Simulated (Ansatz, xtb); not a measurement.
Two isomers of GeH6SSi

Structure I is `[SiH3][GeH2][SH]`, a singlet and structure II is `S[SiH2][GeH3]`, a singlet. Both are isolated molecules in the gas phase, relaxed with PBE0-D3(BJ)/pcseg-1; the shapes shown needn't be the lowest conformers.

I (Å):

```xyz
9

Ge    0.1218   -1.4706   -1.2116
S    -1.8673   -0.8661   -2.0670
Si   -0.0844   -1.6923    1.1519
H     1.1958   -2.1700    1.7545
H    -1.1625   -2.6832    1.4422
H    -0.4530   -0.3712    1.7358
H     0.5908   -2.7696   -1.8929
H     1.0527   -0.3183   -1.6177
H    -2.5210   -1.9653   -1.6279
```

II (Å):

| atom | x (Å) | y (Å) | z (Å) |
| --- | --- | --- | --- |
| Ge | -0.6104 | -1.3397 | -1.6345 |
| S | -0.5335 | -0.9649 | 2.0917 |
| Si | 0.4023 | -1.9686 | 0.4272 |
| H | -1.7778 | -1.4327 | 1.8429 |
| H | 0.3456 | -3.4521 | 0.5943 |
| H | 1.8236 | -1.5254 | 0.4823 |
| H | 0.0059 | -2.1170 | -2.8102 |
| H | -0.4303 | 0.1663 | -1.8745 |
| H | -2.1158 | -1.6531 | -1.5775 |

Quicker runs give these differences E(II) − E(I): GFN2-xTB +5.32 kcal/mol; HF/STO-3G −0.99 kcal/mol (at GFN2-xTB geometries); r2SCAN-D4/def2-SVP −0.81 kcal/mol (at GFN2-xTB geometries).

Q: Estimate which is lower in electronic energy at CCSD(T)/def2-TZVP, and by roughly how much.

A: Too close to call at this level: CCSD(T)/def2-TZVP gives E(II) − E(I) = −1.46 kcal/mol.

The same difference at several levels:

```tsv
level	geometry	E(II) − E(I) (kcal/mol)	departure from the last row (kcal/mol)	job, with rough time for the two
GFN2-xTB	GFN2-xTB	+5.32	+6.78	optimisation, 0.13 s
HF/STO-3G	GFN2-xTB	−0.99	+0.47	single point, 0.32 s
r2SCAN-D4/def2-SVP	GFN2-xTB	−0.81	+0.65	single point, 3.2 s
PBE0-D3(BJ)/pcseg-1	PBE0-D3(BJ)/pcseg-1	−1.60	−0.14	optimisation, 36 s
HF/def2-TZVP	PBE0-D3(BJ)/pcseg-1	−1.11	+0.34	part of the CCSD(T) run
MP2/def2-TZVP	PBE0-D3(BJ)/pcseg-1	−1.68	−0.22	part of the CCSD(T) run
CCSD(T)/def2-TZVP	PBE0-D3(BJ)/pcseg-1	−1.46		single point, 59 s
```

As drawn, II has 1 S–Si, 1 Ge–H in place of 1 Ge–S, 1 Si–H.

GFN2-xTB puts the two in the other order. The largest departure from CCSD(T)/def2-TZVP is that of GFN2-xTB, 6.78 kcal/mol.

With harmonic frequencies from PBE0-D3(BJ)/pcseg-1 (ideal gas, rigid rotor, one conformer each, 298.15 K, 1 atm): the zero-point term adds +0.02 kcal/mol; ΔH is −1.52 and ΔG −1.43 kcal/mol.

The correlated steps freeze 19 core orbitals; the filled d shell of Ge is correlated, in a basis made for valence electrons. Programs: Ansatz 0.2.0, xtb 6.7.1; the last row on 2 threads of Arm Neoverse V2 on a shared host.

The two isomers are nearly isoenergetic, with a slight lean towards sulfur on silicon. Both keep the Si–Ge and S–H bonds, so the difference reflects exchanging Ge–S and Si–H for Si–S and Ge–H. Silicon, the more electropositive of the two, forms the stronger and more polar bond to sulfur, but it also binds hydrogen more strongly than germanium does. The small net energy therefore probably reflects two larger preferences that almost cancel.

Hartree–Fock in the larger basis already gives −1.11 kcal/mol, so differential correlation is minor, as expected when the bond types are so well matched. The agreement of HF/STO-3G probably owes much to error cancellation. GFN2-xTB alone reverses the order, and its geometries are not the main cause, since both single-point methods restore the sign on those same structures. An imbalance in its parametrised description of the exchanged bonds is more likely. The near-degeneracy says nothing about how readily the isomers interconvert, which would require breaking strong bonds.
